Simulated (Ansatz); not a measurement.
## A series in wave cutoff on MoS2

All results are calculated (Ansatz 0.2.0). One setting of a density functional single point varied, free energy counted from the run at the reference value, pressure positive in compression; periodic cell, basis, potentials, k mesh and filling as listed.

Structure of every row (space group P-6m2, No. 187):
```
MoS2
1.0
      3.1841     0.0000     0.0000
     -1.5921     2.7575     0.0000
      0.0000     0.0000    17.3346
Mo S
1 2
Direct
  0.00000 0.00000 0.00000
  0.33333 0.66667 0.08949
  0.33333 0.66667 0.91051
```

Settings of every row: functional PBEsol; dispersion none; potentials PAW; k mesh 8x8x2; k shift 0x0x0; occupations cold; smearing width 0.1 eV; spin none; varied setting wave cutoff; reference wave cutoff 450 eV.

Limits: cutoff under the advised one; the cell comes from a prototype or a list of computed structures and needn't be the stable phase.

| row | wave cutoff (eV) | energy less reference (meV/atom) |
| --- | --- | --- |
| 1 | 250 | 254.62 |
| 2 | 300 | 29.56 |
| 3 | 350 | ? |
| 4 | 400 | 0.26 |
| 5 | 450 | 0 |

Question: what energy less reference should row 3 give?

Worked fit of energy less reference. Measure energy less reference from the row at the highest cutoff, 0.00 meV/atom, and take the logarithm of what remains: 250 → 5.54, 300 → 3.39, 400 → -1.35. A straight line through these is ln|rest| = 17.13 − 0.04612 × cutoff, so the rest falls by a factor of e every 21.7 eV; from 3 rows that is a rough guide, not a law, and the row at the highest cutoff isn't the limit itself. At 350 eV the line gives ln|rest| = 0.988, a rest of 2.69 meV/atom, and so 0.00 + 2.69 = 2.69 meV/atom.

The calculation gave 2.35 meV/atom. The fit lies 0.34 meV/atom (14 % of the value, 0.13 % of the column's range) above it; its largest miss of a shown row is 15.81 meV/atom.
